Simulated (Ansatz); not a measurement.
# A series in volume scale on HfB

Results calculated with Ansatz 0.2.0, not measured. Periodic Kohn-Sham DFT of a crystal at fixed atoms, scaled to volume_scale times the given cell; pressure positive in compression, energy less spherical unpolarised free atoms, largest_vzz the field gradient of largest size among the nuclei.

The cell before it is scaled or strained (space group Fm-3m, No. 225):
```
cell vectors (Å)
   0.0000     2.3100     2.3100
   2.3100     0.0000     2.3100
   2.3100     2.3100     0.0000
atoms (fractions of the cell vectors)
Hf  0.50000  0.50000  0.50000
B   0.00000  0.00000  0.00000
```

Settings of every row: method frozen-core PAW; functional LDA; relativity scalar; k mesh 15x15x15; filling fermi-dirac; smearing width 0.05 eV; wave cutoff 420 eV; paw set soft_2.

Atom start moment: 0 on all atoms.

Limits: PAW files made with PBE; no spin-orbit coupling on heavy atoms.

```
row  volume scale  V (Å³/atom)  pressure (GPa)
  1          0.94       11.587          35.857
  2          0.96       11.833               ?
  3          0.98        12.08          23.572
  4          0.99       12.203          20.834
  5             1       12.326          18.218
  6          1.01        12.45          15.716
  7          1.02       12.573          13.325
  8          1.04       12.819           8.855
  9          1.06       13.066           4.768
```

Question: what pressure should row 2 give?

Worked fit of pressure. Take u = (V_r/V)^(2/3) − 1 with V_r = 12.388 Å³ an atom, which is twice the finite (Eulerian) strain; such expansions in the strain, on which the Birch-Murnaghan equation of state is built, carry the rest volume and the bulk modulus. The shown rows have u = 0.04557, 0.01693, 0.01008, 0.00335, -0.00332, -0.00983, -0.02254, -0.0349. Least squares give pressure = 16.9502 + 377.54 × u + 818.52 × u² GPa; a straight line predicts inner rows, each left out in turn, worse (root mean square 0.42 against 0.0079 GPa). The rows lie off it by 0.003, -0.005, -0.005, -0.006, 0.010, 0.007, -0.001, -0.003 (root mean square 0.0056 GPa). The withheld row has u = 0.03103, so the fit gives 16.9502 + 377.54 × (0.03103) + 818.52 × (0.03103)² = 29.453 GPa.

The calculation gave 29.435 GPa. The fit lies 0.018 GPa (0.058 % of the column's range) above it; its largest miss of a shown row is 0.010 GPa.
